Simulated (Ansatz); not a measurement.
# HgTe: pressure and energy above lowest point against volume scale

All results are calculated (Ansatz 0.2.0). Free energy against uniform scaling of the volume at fixed shape and fractions; periodic cell, basis, potentials, k mesh and filling as listed.

The cell before it is scaled or strained (space group I-4m2, No. 119):
```
CELL_PARAMETERS angstrom
-3.04560 3.04560 1.55940
3.04560 -3.04560 1.55940
3.04560 3.04560 -1.55940
ATOMIC_POSITIONS crystal
Hg 0.25000 0.75000 0.50000
Te 0.00000 0.00000 0.00000
```

Settings of every row: functional LDA; dispersion none; potentials PAW; wave cutoff 320 eV; density cutoff 1280 eV; k mesh 7x7x7; k shift 0x0x0; occupations gaussian; smearing width 0.02 eV; spin none; SCF threshold exponent -9.

Limits: coarse k mesh, up to 40 meV an atom off; cutoff under the advised one; minimum outside the range; stress loosely converged; no spin-orbit coupling, which can matter with elements this heavy; the cell comes from a prototype or a list of computed structures and needn't be the stable phase.

| row | volume scale | V (Å³/atom) | pressure (GPa) | energy above lowest point (meV/atom) |
| --- | --- | --- | --- | --- |
| 1 | 0.92 | 26.615 | -1.53 | 0 |
| 2 | 0.9467 | 27.387 | -2.93 | 10.8 |
| 3 | 0.9733 | 28.157 | -4.09 | 27.6 |
| 4 | 1 | 28.929 | ? | ? |
| 5 | 1.0267 | 29.701 | -5.83 | 75.8 |
| 6 | 1.0533 | 30.471 | -6.46 | 105.5 |
| 7 | 1.08 | 31.243 | -6.96 | 137.9 |

Question: what pressure and energy above lowest point should row 4 give?

Worked fit of pressure. Take u = (V_r/V)^(2/3) − 1 with V_r = 28.929 Å³ an atom, which is twice the finite (Eulerian) strain; such expansions in the strain, on which the Birch-Murnaghan equation of state is built, carry the rest volume and the bulk modulus. The shown rows have u = 0.05715, 0.03719, 0.0182, -0.0174, -0.03403, -0.05001. Least squares give pressure = −5.048 + 48.67 × u + 216.6 × u² + 156 × u³ GPa; a parabola predicts inner rows, each left out in turn, worse (root mean square 0.0084 against 0.00073 GPa). All shown rows lie on it to the printed digit. The withheld row has u = 0, so the fit gives −5.048 + 48.67 × (0) + 216.6 × (0)² + 156 × (0)³ = -5.05 GPa.

The calculation gave -5.05 GPa. The fit meets it to the printed digit.

Worked fit of energy above lowest point. Take u = (V_r/V)^(2/3) − 1 with V_r = 28.929 Å³ an atom, which is twice the finite (Eulerian) strain; such expansions in the strain, on which the Birch-Murnaghan equation of state is built, carry the rest volume and the bulk modulus. The shown rows have u = 0.05715, 0.03719, 0.0182, -0.0174, -0.03403, -0.05001. Least squares give energy above lowest point = 49.63 − 1362.9 × u + 8333 × u² + 5650 × u³ meV/atom; a parabola predicts inner rows, each left out in turn, worse (root mean square 0.3 against 0.088 meV/atom). The rows lie off it by 0.0, 0.0, 0.0, 0.0, 0.1, 0.0. The withheld row has u = 0, so the fit gives 49.63 − 1362.9 × (0) + 8333 × (0)² + 5650 × (0)³ = 49.6 meV/atom.

The calculation gave 49.7 meV/atom. The fit lies 0.1 meV/atom (0.073 % of the column's range) below it, one unit of the last digit.
